3d → 4p promotion, Sc to Ni: choice of level

A 3d electron lifted to 4p leaves its partners in the d shell, and the partners can be counted. For n d electrons at highest spin and n ≤ 5, it loses n − 1 parallel partners and no antiparallel one. For n > 5 a minority-spin electron leaves and the multiplicity rises by two. It loses n − 6 parallel partners and five antiparallel ones. Parallel pairs are stabilised by an exchange integral K, which Hartree-Fock (HF) contains. Antiparallel pairs are stabilised only by correlation, which HF lacks. So the energy should fall after d5 and HF should exaggerate the fall.

Energy of the configuration with one 3d electron promoted to 4p above the ground configuration in neutral 3d atoms, from differences of total energies (PySCF 2.14.0, aug-cc-pVDZ, non-relativistic, point nucleus). Each state uses one real unrestricted determinant in D2h with open shells at highest spin; SCS-MP2 valence keeps the 1s to 3p shells frozen.

```
species   Z  electrons  configuration  final configuration  HF (eV)  LDA (eV)  PBE (eV)  SCS-MP2 valence (eV)
     Sc  21         21   [Ar] 3d1 4s2         [Ar] 4s2 4p1     3.12      4.02      4.00                  3.06
     Ti  22         22   [Ar] 3d2 4s2     [Ar] 3d1 4s2 4p1     4.94      5.72      5.64                  4.77
     Cr  24         24   [Ar] 3d5 4s1     [Ar] 3d4 4s1 4p1     2.06       n/a       n/a                  2.37
     Mn  25         25   [Ar] 3d5 4s2     [Ar] 3d4 4s2 4p1     8.19      9.42      9.12                  8.15
     Fe  26         26   [Ar] 3d6 4s2     [Ar] 3d5 4s2 4p1      n/a      6.09      6.06                   n/a
     Co  27         27   [Ar] 3d7 4s2     [Ar] 3d6 4s2 4p1     5.57      7.87      7.79                  6.99
     Ni  28         28   [Ar] 3d8 4s2     [Ar] 3d7 4s2 4p1     6.57      9.27      8.97                  8.29
```

Z is the nuclear charge. LDA and PBE are local and gradient-corrected functionals, and SCS-MP2 valence is spin-scaled second-order perturbation theory with 3s3p frozen. The rows are chosen configurations, not lowest excitations: from Mn to Ni, lifting a 4s electron to 4p instead costs much less.

The trend

For rows that keep 4s² the count gives

E = a + c(n − 1) − S·[n > 5] + 4.5B·[n = 2 or 7]

A bracket is 1 when its condition holds, otherwise 0. Going from n − 1 to n − 6 lost pairs makes S about 5K in HF. The slope c mixes K with growing nuclear attraction and has no single meaning. The last term is Racah's: relative to the mean parallel-pair energy, a high-spin F term lies 4.5B lower, and Ti and Co go from F to D. It assumes the single determinants reach those terms, which the runs do not verify for the upper states.

Least squares on the six PBE rows gives a = 3.96, c = 1.31, S = 4.33 eV. For Fe (n = 6, part of the fit):

E = 3.96 + 5 × 1.31 − 4.33 = 6.18 eV

against 6.06 eV. With Fe left out the prediction is 0.28 eV too high, a fairer measure, since four parameters on five or six rows test little. Cr starts from 4s¹, is a different promotion and was not fitted; it has no PBE value, but the same formula fitted in HF, MP2 or SCS-MP2 overshoots it by about 6 eV. Fitted on Sc, Ti, Mn, Co and Ni, S is 5.5 eV in HF and 3.9 to 4.7 eV in LDA, PBE, SCS-MP2 and plain MP2 of the same calculation.

Where the correlation sits

MP2 adds an opposite-spin part OS and a same-spin part SS, which SCS reweights:

MP2 − HF = OS + SS
SCS − HF = 1.2·OS + SS/3

The two lines fix both parts to about 0.01 eV. For Mn, MP2 gives 8.68 eV, so

OS = (−0.04 − 0.49/3)/(1.2 − 1/3) = −0.23 eV, SS = 0.49 + 0.23 = 0.72 eV

Three limits sort the levels. With one d electron (Sc) no d–d pair is lost, both parts are within 0.06 eV of zero, and MP2 stays with HF.

With a paired electron removed (Co, Ni), OS is +1.11 and +1.30 eV, whereas it is negative in Sc, Ti and Mn. From those three rows to Co and Ni the mean MP2 − HF grows by 1.46 eV, of which OS supplies 1.36, and PBE − HF grows by 1.47. Two unlike methods thus give HF the same late-row deficit, and the split places it in opposite-spin pairs. The count says V should behave like Ti in this respect, and Fe like Co.

With all valence spins parallel (Cr, septet to septet) OS must vanish, and it does; this checks only the algebra. SS is 0.93 eV, and valence CCSD(T) in the same basis, 2.86 eV, keeps 86% of it where SCS keeps a third. Against that value HF is off by −0.80, SCS-MP2 by −0.49, MP2 by +0.13 and CCSD by −0.02 eV. This ranking holds for Cr alone, whose upper determinant may mix 3d with 4s. It does suggest that the agreement of SCS-MP2 with HF at Mn, where 1.2·OS cancels SS/3, is accidental and that both are low. In Sc, Ti, Co and Ni the scaling moves MP2 by under 0.1 eV.

Steps against needs

For the fall after d5, the correlated levels in the table broadly agree. From Mn to Co the energy falls by 1.2 to 1.6 eV in LDA, PBE and SCS-MP2, and by 2.6 eV in HF, which should not be used across d5. Finer ordering is less safe: SCS-MP2 puts Ni above Mn, while LDA and PBE put it below.

For half an eV the choice is unsettled. PBE lies above MP2 by 0.44 (Mn) to 0.92 eV (Sc). The functionals run, a different set in each row, spread over 0.15 eV in Sc and about 0.8 eV in Fe and Ni. Exact exchange pulls towards HF by construction: PBE0 lowers PBE by about 0.15 eV in Ti and Mn and by up to 0.5 eV in Fe, Co and Ni. Where LDA and PBE differ by only a few hundredths, as in Sc and Fe, the two agree with each other, which does not show that either is right.

For a tenth of an eV nothing here is validated. Scalar relativity, which raises 3d levels, is missing from all columns, and first-order spin-orbit shifts reach 0.08 eV (Mn).

Cost is no reason to stop low. Formal scaling with basis size N is roughly N³ to N⁴ for functionals and HF, N⁵ for MP2 and N⁷ for CCSD(T), and with 59 functions all are small jobs. The effort belongs in coupled cluster, a larger basis, correlated 3s3p and a check of the upper term.

Sc poses the open question. A 3d electron overlaps 3s3p strongly, so theory argues that freezing those shells makes MP2 too low, and the small basis may add to this. Semilocal functionals may equally overbind a compact d electron. How the 0.92 eV between PBE and MP2 divides among these causes is, on these numbers, a guess.
